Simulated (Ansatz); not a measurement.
# From Si to Sn: the HOMO–LUMO gap

One atom is swapped for its congeners: Si(SH)4; Ge(SH)4; Sn(SH)4. All are singlets with charge 0.

Shapes, held fixed at every level: PBE0-D4/def2-TZVP. Flexible molecules stand in one conformer, not always the lowest. Programs: Ansatz 0.2.0. Values in eV.

| level | Si(SH)4 | Ge(SH)4 | Sn(SH)4 |
| --- | --- | --- | --- |
| SPW92/def2-TZVPP | 4.92 | 4.00 | 3.39 |
| r2SCAN-D4/def2-TZVPP | 5.59 | 4.64 | 3.99 |
| BHLYP-D4/def2-TZVPP | 9.21 | 8.38 | 7.67 |
| PBE0-D4/def2-TZVPP | 7.17 | 6.29 | 5.63 |
| wB97X-V/def2-TZVPP | 11.65 | 10.77 | 10.05 |
| wB97M-V/def2-TZVPP | 11.27 | 10.42 | 9.75 |

At wB97M-V/def2-TZVPP the HOMO–LUMO gap falls at every step, from 11.27 to 9.75 eV. Every level shows the same order. For atoms past krypton def2 sets carry core potentials with scalar relativity. Relativity is left out for Ge unless named. Orbital gaps aren't excitation energies, and the LUMO depends on the basis.

The gap narrows from Si(SH)4 through Ge(SH)4 to Sn(SH)4, and the first step is the larger one at every level. The HOMO in such thiolates is normally a combination of sulfur 3p lone pairs, which should change little with the central atom. The trend therefore probably comes mainly from the LUMO, expected to be M–S σ* in character with a sizeable contribution from the central atom's valence s orbital. Longer bonds and poorer overlap down the group weaken the σ/σ* splitting and lower this orbital. The larger drop from Si to Ge fits the poor shielding by the filled 3d shell, which keeps the germanium 4s level low.

The choice of functional moves each gap by far more than the change of element does, probably through the differing share and range of exact exchange, yet the total narrowing from Si to Sn is almost the same throughout. The calculation thus supports the ordering and the approximate size of the shift, but not an absolute gap. Separate frontier-orbital energies and compositions would be needed to confirm that the LUMO drives the trend.
